**Fractional 5p holes in platinum: departures of spin-LDA from the flat plane**

The table holds total-energy changes and spin-up and spin-down 5p eigenvalues for Pt ions with 5p occupations from 3/3 (Pt³⁺) to 2/2 (Pt⁵⁺) and 5d⁷ kept, from spherical all-electron, scalar-relativistic, spin-polarised LDA-VWN5 runs with Quantum ESPRESSO ld1.x. The program fits nothing; it measures departures from straight lines along charge and spin and compares them with Janak's theorem for an energy quadratic in the occupations. Half-electron rows lie 2.07 and 2.19 eV below their chords, as −A/8 predicts from eigenvalue drifts A of 16.6 and 17.5 eV per electron, and 2.5/2.5 lies 0.218 eV above 3/2, a quarter of the 0.870 eV spin splitting. The eigenvalue jump at 3/2 supplies only 4.9% of the 17.90 eV difference between the second and first removal energies. Simpson integrals of the eigenvalues exceed the energy differences by about 0.09 eV per electron on all three paths, well above the rounding of the table.

Spin-polarised, scalar-relativistic all-electron LDA (Slater exchange, VWN5 correlation) for spherical Pt ions with a point nucleus, Quantum ESPRESSO 7.5 (ld1.x). Occupations and eigenvalues are those of 5p in [Kr] 4d¹⁰ 4f¹⁴ 5s² 5pⁿ 5d⁷, from Pt³⁺ (n = 6) to Pt⁵⁺ (n = 4); 5d is held at equal spin-up and spin-down occupations. Energies are relative to n = 6.

## Analysis program

```python
# Table: total-energy change and 5p spin eigenvalues (eV) of Pt ions, 5p up/down occupation varied, 5d7 kept;
# Quantum ESPRESSO ld1.x, spherical all-electron, LDA-VWN5, scalar-relativistic, spin-polarised.
# Tested: departures from straight lines along charge and spin, and Janak's theorem with a quadratic energy.
T = {
    'spin_up_occupation': [2.0, 2.5, 2.5, 3.0, 3.0, 3.0],  # electrons
    'spin_down_occupation': [2.0, 2.0, 2.5, 2.0, 2.5, 3.0],  # electrons
    'energy_change': [216.43, 155.66, 99.483, 99.265, 47.565, 0.0],  # eV
    'spin_up_eigenvalue': [-126.07, -117.23, -108.15, -108.58, -99.736, -91.159],  # eV
    'spin_down_eigenvalue': [-126.07, -116.78, -108.15, -107.71, -99.309, -91.159],  # eV
}
from scipy.constants import physical_constants as pc
Ha = pc['Hartree energy in eV'][0]
keys = list(zip(T['spin_up_occupation'], T['spin_down_occupation']))
E = dict(zip(keys, T['energy_change']))
U = dict(zip(keys, T['spin_up_eigenvalue']))
D = dict(zip(keys, T['spin_down_eigenvalue']))
print("Rounding of the table: 0.0005 to 0.005 eV per entry")
print("up/down, ion charge (e), moment (electrons), splitting down-up (eV)")
for k in keys:
    print(f"  {k[0]:.1f}/{k[1]:.1f}  +{9-k[0]-k[1]:.1f}  {k[0]-k[1]:.1f}  {D[k]-U[k]:.3f}")
paths = [("3/3 to 3/2, down electron", (3, 3), (3, 2.5), (3, 2), D),
         ("3/2 to 2/2, up electron", (3, 2), (2.5, 2), (2, 2), U)]
rem, drift, sag, est, mis = [], [], [], [], []
for name, a, m, b, e in paths:
    dE = E[b] - E[a]
    A = e[a] - e[b]
    s = E[m] - 0.5*(E[a] + E[b])
    simp = -(e[a] + 4*e[m] + e[b])/6
    rem.append(dE); drift.append(A); sag.append(s); est.append(-A/8); mis.append(simp - dE)
    print(f"Removal {name}: energy {dE:.3f} eV (halves {E[m]-E[a]:.3f}, {E[b]-E[m]:.3f})")
    print(f"  chord midpoint {0.5*(E[a]+E[b]):.3f} eV; half-electron row less chord {s:+.3f} eV")
    print(f"  eigenvalue drift A {A:.3f} eV per electron (halves {e[a]-e[m]:.3f}, {e[m]-e[b]:.3f} eV)")
    print(f"  estimate -A/8 {-A/8:+.3f} eV; computed less estimate {s+A/8:+.3f} eV")
    print(f"  minus eigenvalue less removal energy: start {-e[a]-dE:+.3f}, middle {-e[m]-dE:+.3f}, end {-e[b]-dE:+.3f} eV")
    print(f"  same in percent: start {100*(-e[a]-dE)/dE:+.1f}, end {100*(-e[b]-dE)/dE:+.1f}")
    print(f"  Simpson integral {simp:.3f} eV; less removal energy {simp-dE:+.3f} eV ({100*(simp-dE)/dE:.3f} percent)")
sd = -2*(U[(3, 3)] + 4*U[(2.5, 2.5)] + U[(2, 2)])/6
dd = E[(2, 2)] - E[(3, 3)]
mis.append((sd - dd)/2)
print(f"Equal-spin path 3/3 to 2/2: Simpson {sd:.3f} eV; less energy {sd-dd:+.3f} eV, {mis[2]:+.3f} eV per electron")
spin = E[(2.5, 2.5)] - E[(3, 2)]
split = D[(3, 2)] - U[(3, 2)]
print(f"Spin at fixed charge: E(2.5/2.5) - E(3/2) = {spin:+.3f} eV")
print(f"  quarter of the 3/2 splitting {split/4:.3f} eV; computed less estimate {spin-split/4:+.4f} eV")
print(f"  size of charge sag over spin penalty: {-sag[0]/spin:.1f} and {-sag[1]/spin:.1f}")
B = U[(3, 3)] - U[(3, 2)]
print(f"3/3 to 3/2: same-spin drift A {drift[0]:.3f}, opposite-spin drift B {B:.3f} eV per electron")
print(f"  B - A {B-drift[0]:.3f} eV, {100*(B-drift[0])/B:.1f} percent of B")
kink = rem[1] - rem[0]
print(f"Second less first removal energy (change of chord slope at 3/2): {kink:.3f} eV")
print(f"  eigenvalue jump at 3/2 {split:.3f} eV ({100*split/kink:.1f} percent); missing {kink-split:.3f} eV")
print(f"  mean of the two drifts A: {sum(drift)/2:.3f} eV")
print(f"Unpolarised eigenvalue shift 3/3 to 2/2: {U[(2, 2)]-U[(3, 3)]:.3f} eV")
# further outputs of the same calculation, row 2.5/2.0 (eV; 1/bohr)
p_up, d_up, d_dn, s_up, s_dn, inv_r = -117.2255, -62.39153, -62.05377, -164.5369, -164.0847, 1.238898
print(f"Row 2.5/2: 5d up above 5p up by {d_up-p_up:.1f} eV")
print(f"  induced splittings: 5d {d_dn-d_up:.3f} eV, 5s {s_dn-s_up:.3f} eV")
print(f"  5p <1/r> as energy (upper bound on bare 5p-5p repulsion) {inv_r*Ha:.1f} eV; A over it {drift[1]/(inv_r*Ha):.2f}")
assert all(s < 0 for s in sag) and spin > 0
assert all(abs(s - x) < 0.03 for s, x in zip(sag, est)) and abs(spin - split/4) < 0.01
assert all(0.03 < x < 0.2 for x in mis)
assert split < 0.1*kink
```

Output:

```
Rounding of the table: 0.0005 to 0.005 eV per entry
up/down, ion charge (e), moment (electrons), splitting down-up (eV)
  2.0/2.0  +5.0  0.0  0.000
  2.5/2.0  +4.5  0.5  0.450
  2.5/2.5  +4.0  0.0  0.000
  3.0/2.0  +4.0  1.0  0.870
  3.0/2.5  +3.5  0.5  0.427
  3.0/3.0  +3.0  0.0  0.000
Removal 3/3 to 3/2, down electron: energy 99.265 eV (halves 47.565, 51.700)
  chord midpoint 49.633 eV; half-electron row less chord -2.068 eV
  eigenvalue drift A 16.551 eV per electron (halves 8.150, 8.401 eV)
  estimate -A/8 -2.069 eV; computed less estimate +0.001 eV
  minus eigenvalue less removal energy: start -8.106, middle +0.044, end +8.445 eV
  same in percent: start -8.2, end +8.5
  Simpson integral 99.351 eV; less removal energy +0.086 eV (0.086 percent)
Removal 3/2 to 2/2, up electron: energy 117.165 eV (halves 56.395, 60.770)
  chord midpoint 157.847 eV; half-electron row less chord -2.188 eV
  eigenvalue drift A 17.490 eV per electron (halves 8.650, 8.840 eV)
  estimate -A/8 -2.186 eV; computed less estimate -0.001 eV
  minus eigenvalue less removal energy: start -8.585, middle +0.065, end +8.905 eV
  same in percent: start -7.3, end +7.6
  Simpson integral 117.262 eV; less removal energy +0.097 eV (0.083 percent)
Equal-spin path 3/3 to 2/2: Simpson 216.610 eV; less energy +0.180 eV, +0.090 eV per electron
Spin at fixed charge: E(2.5/2.5) - E(3/2) = +0.218 eV
  quarter of the 3/2 splitting 0.218 eV; computed less estimate +0.0005 eV
  size of charge sag over spin penalty: 9.5 and 10.0
3/3 to 3/2: same-spin drift A 16.551, opposite-spin drift B 17.421 eV per electron
  B - A 0.870 eV, 5.0 percent of B
Second less first removal energy (change of chord slope at 3/2): 17.900 eV
  eigenvalue jump at 3/2 0.870 eV (4.9 percent); missing 17.030 eV
  mean of the two drifts A: 17.020 eV
Unpolarised eigenvalue shift 3/3 to 2/2: -34.911 eV
Row 2.5/2: 5d up above 5p up by 54.8 eV
  induced splittings: 5d 0.338 eV, 5s 0.452 eV
  5p <1/r> as energy (upper bound on bare 5p-5p repulsion) 33.7 eV; A over it 0.52
```
